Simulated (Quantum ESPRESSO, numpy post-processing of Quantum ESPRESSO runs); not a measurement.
# Band gap and electron mass of wurtzite ZnO against volume in PBE

A common rule of thumb says that the electron mass of a direct-gap semiconductor grows in proportion to its gap. Changing the volume of a single crystal tests the rule without changing its chemistry. The question here is how the gap, the place of the band edges in the zone and the electron mass of wurtzite ZnO respond. It matters for transparent electrodes and ultraviolet emitters, where the gap sets the absorption edge and the mass enters the mobility. Nine volumes are calculated with PBE, from $V/V_0 = 0.88$ to 1.06, where $V_0$ is the volume of the cell relaxed with the same functional. One measured gap is available for comparison, and it is set against the row at $V_0$.

## Computational details

ZnO (wurtzite), space group 186, 4 atoms in the cell, from the Crystallography Open Database. The reference is the cell relaxed to zero pressure with this functional (primitive vectors 3.282, 3.282, 5.278 angstrom). The volume is imposed; cell shape, where symmetry leaves it free, and ions are relaxed. Quantum ESPRESSO 7.5, plane waves with PseudoDojo pseudopotentials, PBE, scalar-relativistic, without spin-orbit coupling, no spin polarisation, no Hubbard U; cutoff 1143 eV, self-consistent k meshes 9x9x4. Band extrema were located on a dense mesh in each cell and refined; masses are central differences at 0.008 and 0.03 1/angstrom at Gamma and at 0.04 and 0.08 1/angstrom, extrapolated to zero step, elsewhere. The same in all rows: where the valence-band maximum and the conduction-band minimum lie in the zone: Gamma to Gamma.

- V/V0: volume over that of the reference cell.
- pressure (GPa): static pressure, positive under compression.
- band gap (eV): fundamental Kohn-Sham gap, conduction-band minimum minus valence-band maximum.
- electron mass (m_e): electron conductivity mass of the lowest valley, in free-electron masses.

## Numbers

| member | V/V0 | pressure (GPa) | band gap (eV) | electron mass (m_e) |
| --- | --- | --- | --- | --- |
| V/V0 = 0.88 | 0.88 | 22.43 | 1.029 | 0.180 |
| V/V0 = 0.91 | 0.91 | 15.50 | 0.972 | 0.171 |
| V/V0 = 0.94 | 0.94 | 9.55 | 0.917 | 0.162 |
| V/V0 = 0.96 | 0.96 | 6.05 | 0.882 | 0.156 |
| V/V0 = 0.98 | 0.98 | 2.89 | 0.847 | 0.150 |
| V/V0 = 1.00 | 1.00 | 0.04 | 0.812 | 0.145 |
| V/V0 = 1.02 | 1.02 | −2.51 | 0.778 | 0.139 |
| V/V0 = 1.04 | 1.04 | −4.80 | 0.744 | 0.134 |
| V/V0 = 1.06 | 1.06 | −6.84 | 0.711 | 0.129 |

Least-squares fits to the whole series, with x = V/V0; R² in the fitted variables, residuals in the unit of y:

| y | members | fit | R² | rms residual | leave-one-out rms | standard deviation of y |
| --- | --- | --- | --- | --- | --- | --- |
| band gap (eV) | 9 | y = 2.5754 − 1.7618 x | 1.00 | 0.0022 | 0.0033 | 0.11 |
| electron mass (m_e) | 9 | y = 0.42974 − 0.28461 x | 1.00 | 5.5×10⁻⁴ | 7.8×10⁻⁴ | 0.017 |

## The trend and its physics

Gap and mass both fall at every step of increasing volume. From $V/V_0 = 0.88$ to 1.06 the gap drops from 1.029 to 0.711 eV and the mass from 0.180 to 0.129 $m_e$. Both band edges stay at $\Gamma$ in all nine rows, so the gap remains direct.

Around $V_0$ the gap changes by (0.778 − 0.847) / (1.02 − 0.98) = −1.7 eV per unit of $V/V_0$, or 0.017 eV for each per cent of volume. Per unit of pressure the slope is less steady. It is (0.847 − 0.778) / (2.89 + 2.51) = 0.013 eV/GPa around $V_0$, but (1.029 − 0.972) / (22.43 − 15.50) = 0.008 eV/GPa between the two most compressed rows. The crystal stiffens, and each further gigapascal removes less volume.

The usual explanation of the widening is orbital overlap. The conduction-band minimum is an antibonding combination of Zn 4s and O s states, and shorter bonds push it up. The valence-band maximum is mainly O 2p with some Zn 3d. The repulsion between these two also grows on compression and raises the valence edge, which cancels part of the widening.

The mass follows the gap because the conduction band owes much of its curvature to coupling with the valence band across the gap. In the simplest two-band form,

$$\frac{m_e}{m^*} = 1 + \frac{E_P}{E_g},$$

where $E_P$ measures the strength of the coupling. Matched to a computed mass, it is an effective parameter that also absorbs the influence of bands left out of the formula. The row at $V_0$ gives $E_P$ = 0.812 × (1/0.145 − 1) = 4.79 eV. With this value held fixed, the formula reproduces the nine masses with an rms miss of about 0.0014 $m_e$, against a standard deviation of 0.017 $m_e$.

Strict proportionality does nearly as well. Between the end members the gap grows by a factor 1.029 / 0.711 = 1.45 and the mass by 0.180 / 0.129 = 1.40. The rule of thumb therefore holds along this line, with the mass lagging slightly behind the gap.

## Exceptions

Largest departures from the fit to the whole series:

| member | band gap (eV) | fit | computed − fit | in rms residuals |
| --- | --- | --- | --- | --- |
| V/V0 = 0.88 | 1.029 | 1.025 | +0.004 | 1.8 |
| V/V0 = 1.06 | 0.711 | 0.708 | +0.003 | 1.4 |
| V/V0 = 0.94 | 0.917 | 0.919 | −0.002 | 1.1 |
| V/V0 = 0.96 | 0.882 | 0.884 | −0.002 | 1.0 |

The largest departures from the straight line for the gap are at the two ends: +0.004 eV at $V/V_0 = 0.88$ and +0.003 eV at 1.06. The rows at 0.94 and 0.96 lie 0.002 eV below the line. Positive ends and a negative middle are the signature of a gentle curve fitted by a straight line, not of faults in single calculations.

Most of the curvature disappears when the gap is taken as linear in the logarithm of the volume:

$$E_g = 0.812 - 1.71\,\ln(V/V_0)\ \text{eV}.$$

The slope comes from the end members, (1.029 − 0.711) / ln(1.06/0.88) = 1.71 eV. Over all nine rows the rms miss is about 0.001 eV and the largest is below 0.002 eV, so equal relative changes of volume shift the gap by nearly equal amounts.

The axial ratio $c/a$ also changes along the series, falling on compression. Its effect on the gap is contained in the slope and may contribute to the small remaining deviations.

## Measured values

| member | quantity | measured | computed | computed − measured | conditions | source |
| --- | --- | --- | --- | --- | --- | --- |
| V/V0 = 1.00 | band gap (eV) | 3.4 | 0.812 | −2.588 | fundamental direct gap at Gamma, experimental literature value | [1] |

Sources:

[1] "Band structure of ZnO from resonant x-ray emission spectroscopy" (2008, arXiv:0805.4641)

At $V_0$ the computed gap is 0.812 eV and the measured one 3.4 eV, so PBE recovers 0.812 / 3.4 = 24 % of it. Semilocal Kohn–Sham gaps are generally too small, but this shortfall is severe even by that standard. The accepted additional cause is the Zn 3d shell: PBE places it too close to the O 2p states, and the exaggerated repulsion pushes the valence edge up. A slightly overlarge cell accounts for only some hundredths of an eV.

The measured value is quoted from the literature in a paper on x-ray emission, with no temperature or sample given in the table. If it derives from an optical onset, exciton binding would put it below the fundamental gap by a few hundredths of an eV. Neither doubt is large enough to affect the verdict.

A single measured gap gives no slope to set against the computed one. Optical experiments under pressure are known to find the gap widening as well, and faster than semilocal functionals give. That fits the same cause, since an exaggerated p–d repulsion grows on compression and holds the computed gap back.

## Using the table

**What pressure widens the PBE gap by 0.10 eV?**
The target is 0.812 + 0.10 = 0.912 eV, which lies between the rows at $V/V_0 = 0.94$ and 0.96. The slope there is (0.882 − 0.917) / 0.02 = −1.75 eV. The volume is then 0.94 + (0.917 − 0.912) / 1.75 = 0.943. Interpolating the pressure gives 9.55 − 0.003 × (9.55 − 6.05) / 0.02 = 9.0 GPa. The slope at $V_0$ alone would have suggested 0.10 / 0.013 = 7.7 GPa, which is too low because the stiffening is ignored.

**PBE lattice constants are often about 1 % too long. How much does that matter here?**
One per cent in every length is (1 + 0.01)³ = 1.03 in volume. The gap shifts by −1.71 × ln 1.03 = −0.05 eV. With the slope of the straight-line fit, the mass shifts by −0.285 × 0.03 = −0.009 $m_e$. Each is about 6 % of its value at $V_0$, so the choice of cell should be stated whenever masses are compared to better than that.

**Will PBE do for choosing a volume that gives a required absorption edge?**
No. The gap at $V_0$ is 2.588 eV below the measured one, while the whole series spans only 1.029 − 0.711 = 0.318 eV. The error is 2.588 / 0.318 = 8 times the range that volume can cover. PBE can indicate the direction of a shift and a probably low estimate of its size, which then has to be added to a gap from a better level or from experiment.

## Conclusions and limits

Between $V/V_0 = 0.88$ and 1.06, compression widens the direct gap of wurtzite ZnO and makes its electrons heavier, and intermediate volumes can be interpolated safely. ZnO is known to turn to the rocksalt structure within this pressure range, so the most compressed rows describe wurtzite held beyond its stability. Strain in a film changes the cell shape differently and should not be read off the volume alone.

A functional that opens the gap would also raise the mass, though by less than proportionality suggests, because non-local exchange steepens the bands as well. Lattice vibrations would lower the gap. Spin-orbit coupling would change it only slightly, since both zinc and oxygen are fairly light.

[On method and selection: Runs that did not converge, have known faults or may not be shown are not listed, and runs on Ansatz's PAW sets soft_1 and soft_2 are kept to separate tables. Runs of this code whose gap, pressure or static dielectric constant lay far from a check run of another code, or whose pseudopotential file was found faulty, are left out.]
